## Where the gap hides in zincblende SbAu

In the zincblende structure each gold atom has four antimony neighbours and each antimony atom four gold neighbours. Gallium arsenide is built in the same way and is a semiconductor. The table gives energy levels of SbAu at six wave vectors, that is, for six ways in which the phase of an electron wave can change from cell to cell. Band −1 is the highest filled level at each point and band +1 the lowest empty one, and zero is the Fermi energy, the border between filled and empty.

Energy levels of zincblende SbAu (cubic edge 6.222 Å, cell relaxed beforehand with PAW), relative to the Fermi energy, with k in reciprocal vectors of the two-atom cell. Calculated with Ansatz 0.2.0, all-electron LAPW, PBE, non-relativistic and without spin polarization; basis error target 1 meV/atom, 10 × 10 × 10 k-point mesh, Fermi-Dirac smearing of 0.08 eV.

| k-point | k in reciprocal vectors | band -4 (eV) | band -3 (eV) | band -2 (eV) | band -1 (eV) | band +1 (eV) | band +2 (eV) | band +3 (eV) |
| --- | --- | --- | --- | --- | --- | --- | --- | --- |
| GAMMA | 0 0 0 | -6.06 | -6.06 | -5.25 | -5.25 | 2.45 | 2.45 | 2.45 |
| X | -0.5 -0.5 0 | -4.39 | -2.98 | -0.90 | -0.90 | 3.74 | 4.24 | 11.33 |
| U | -0.375 -0.375 0.25 | -4.12 | -3.13 | -1.82 | -0.33 | 4.26 | 6.35 | 8.92 |
| K | -0.375 0 0.375 | -4.12 | -3.13 | -1.82 | -0.33 | 4.26 | 6.35 | 8.92 |
| L | 0 0 0.5 | -5.22 | -5.22 | -4.58 | -3.93 | 0.99 | 0.99 | 4.20 |
| W | -0.5 -0.25 0.25 | -3.96 | -3.10 | -1.62 | -1.24 | 5.94 | 6.96 | 7.17 |

### 1. At each point a wide space separates filled from empty levels. Is it a band gap?

The space is widest at GAMMA, with 7.70 eV, and narrowest at U and K, with 4.59 eV. Each of these numbers compares two levels at one wave vector only. It tells how much energy an electron needs to go up without changing its wave vector. A band gap asks for more: an energy range that stays empty of levels at every wave vector.

### 2. The highest filled level listed lies at −0.33 eV and the lowest empty one at 0.99 eV. Is there a gap of 1.32 eV between them?

There isn't, because both levels belong to the same band. Counting the levels upward from the bottom shows that three bands change places in the table. They are bands +1, +2 and +3 at GAMMA, bands −1, +1 and +2 at L, and bands −3, −2 and −1 at the other points.

The uppermost of the three lies at 2.45 eV at GAMMA and at −0.33 eV at U. A band is continuous, so on the way it passes through every energy between these two, the Fermi energy included. SbAu is therefore a metal in this calculation: electrons can take up energy in arbitrarily small steps and carry a current. Six points are too few to show the crossing itself, but they suffice to prove that it happens.

### 3. Why are these three bands only partly filled?

The answer is a count of electrons. Gold brings eleven valence electrons (ten 5d and one 6s) and antimony five (two 5s and three 5p), which makes 16 per cell. Each band holds two electrons, so 16 electrons are enough for eight bands.

The chemistry of the compound offers nine. The lowest is mainly antimony 5s, five more come from gold 5d, and the three at the top are mainly antimony 5p. These names rest on the order of the levels and on their degeneracy at GAMMA. They are labels, not computed shares: three of the five d orbitals have the same symmetry as the p orbitals and mix with them even at GAMMA. Once the first six bands have taken twelve electrons, four are left for three bands that could hold six.

One third of the places at the top thus stays empty. The holes gather where the three bands are highest, which is around GAMMA and, for two of the three, as far out as L. This is the octet rule of tetrahedral solids seen from its failing side: apart from the d shell, SbAu has six electrons where eight would close the bonds.

### 4. Where, then, is the real gap?

It lies above the Fermi energy, between the three p-like bands and the next band up. The p-like bands end at 2.45 eV at GAMMA, and the next band begins at 3.74 eV at X. The difference is 1.29 eV, and the full mesh of wave vectors used in the calculation gives the same two edges. That this gap is almost as wide as the false one of question 2 is a coincidence. The structure does make a gap, but the electrons are too few to reach it.

### 5. Why are the p-like bands highest at GAMMA, and why do they split into one and two at X and L?

Look first at the antimony atoms alone. At GAMMA the wave repeats with the same sign in every cell. A p orbital has a positive and a negative lobe. The nearest antimony atoms ahead of its positive lobe lie obliquely to its axis, in the next layer of atoms, and they turn their negative lobes towards it. That is an antibonding arrangement, and it raises the energy. The three directions of space are equivalent in a cubic crystal, hence the threefold level.

At X the wave changes sign from each layer to the next. For the orbital that points along the wave, all these contacts become bonding. For the two orbitals that point across it, only half of them do, because the other neighbours lie in the same layer and keep their sign. One band therefore falls far and an equivalent pair falls less. At L the wave runs along a diagonal of the cube, and again one orbital points along it and two equivalent ones point across.

A small model puts numbers to this. Keep only the p orbitals of antimony, whose atoms form a face-centred cubic lattice with edge a, and let only nearest antimony neighbours couple, head-on, with strength t. The orbital along x then has the energy

E = 2t [cos(kₓa/2) cos(k_y a/2) + cos(kₓa/2) cos(k_z a/2)],

where kₓ, k_y and k_z are the components of the wave vector.

- At GAMMA all cosines are 1, so all three orbitals lie at 4t.
- At X, with kₓ = 2π/a, the first cosine is −1. The orbital along the wave drops to −4t and the other two to 0. The falls from GAMMA are 8t and 4t, a ratio of 0.5.
- At L all cosines vanish, but different orbitals now couple to each other with −2t. The combination along the wave lies at −4t and the two across it at 2t. The falls are 8t and 2t, a ratio of 0.25.

The unknown t cancels in these ratios, so they can be held directly against the table. At L the single band falls by 6.38 eV and the pair by 1.46 eV, a ratio of 0.23. At X the ratio is 0.62, above the 0.5 of the model. The ratios also hide a misfit: the model lets the single band fall equally far at X and at L, while the table gives 5.43 and 6.38 eV. Nor is the single band purely p-like at L. It lies there only 0.65 eV above a d-like level of the same symmetry, and levels so close can mix strongly, so the good ratio at L may be partly luck.

The model fails most clearly at W. There it makes the two lower bands coincide, while the table has them at −3.10 and −1.62 eV. Sideways contact of the p orbitals, which is also left out, can't part them, since the antimony lattice alone keeps the two equivalent at W. It takes the gold atoms, which lower the symmetry. Gold may also carry much of the coupling: by symmetry its s orbital can't mix with antimony p at GAMMA, but at X and L it can bond with the p orbital along the wave. The model captures the pattern of the splitting and leaves open which atoms pass the coupling on.

### 6. What would change if gold gave way to cadmium and antimony to tellurium?

Each replacement moves one group to the right in the periodic table (cadmium also stands one row above gold) and adds one valence electron. Cadmium telluride has 18 valence electrons, exactly enough for nine bands, and it is indeed a well-known zincblende semiconductor. Its p-like bands are full, and their top at GAMMA is the upper edge of the filled states.

The levels of SbAu can't simply be carried over, since new atoms also shift and reshape the bands. What carries over is the count. For a zincblende compound with a filled d shell, one adds up the s and p electrons of both atoms: eight can fill the bands up to the gap, and fewer leave holes in the p-like bands.

### 7. Which of these results can be trusted, and to which digit?

The basis set is accurate to about 1 meV per atom in the total energy, and symmetry is respected to the last printed digit. U and K agree in every column because they are equivalent wave vectors, so they count as one result. But a well-converged number is only as good as the physics behind it, and this calculation leaves out relativity altogether.

For gold that is a serious omission. Relativity pulls the 6s level down and lets the 5d levels rise. At GAMMA the band above the gap is a single level at 3.99 eV, as expected of an s orbital. It should contain gold 6s, so it probably lies too high here. The gap of 1.29 eV could shrink considerably or close, and not even its first digit is safe. PBE adds an error of its own: it usually makes the gaps of semiconductors too small, and how far that holds for a gap above the Fermi energy isn't tested here. The cell adds to the doubt: it was relaxed with another method and is under compression in this calculation, which also shifts the levels. Spin-orbit coupling, a part of relativity, would also split the threefold level at GAMMA.

The metallic character stands on firmer ground. With four electrons in the three p-like bands, a gap at the Fermi energy would need the lower two full and the highest empty, so the middle one would have to end below the energy where the highest begins. Instead the middle band reaches 2.45 eV at GAMMA, while the highest comes down to −1.24 eV at W. This overlap of 3.69 eV leaves a wide margin for the shifts to be expected from relativity, and the two missing electrons are a matter of counting that no setting changes.
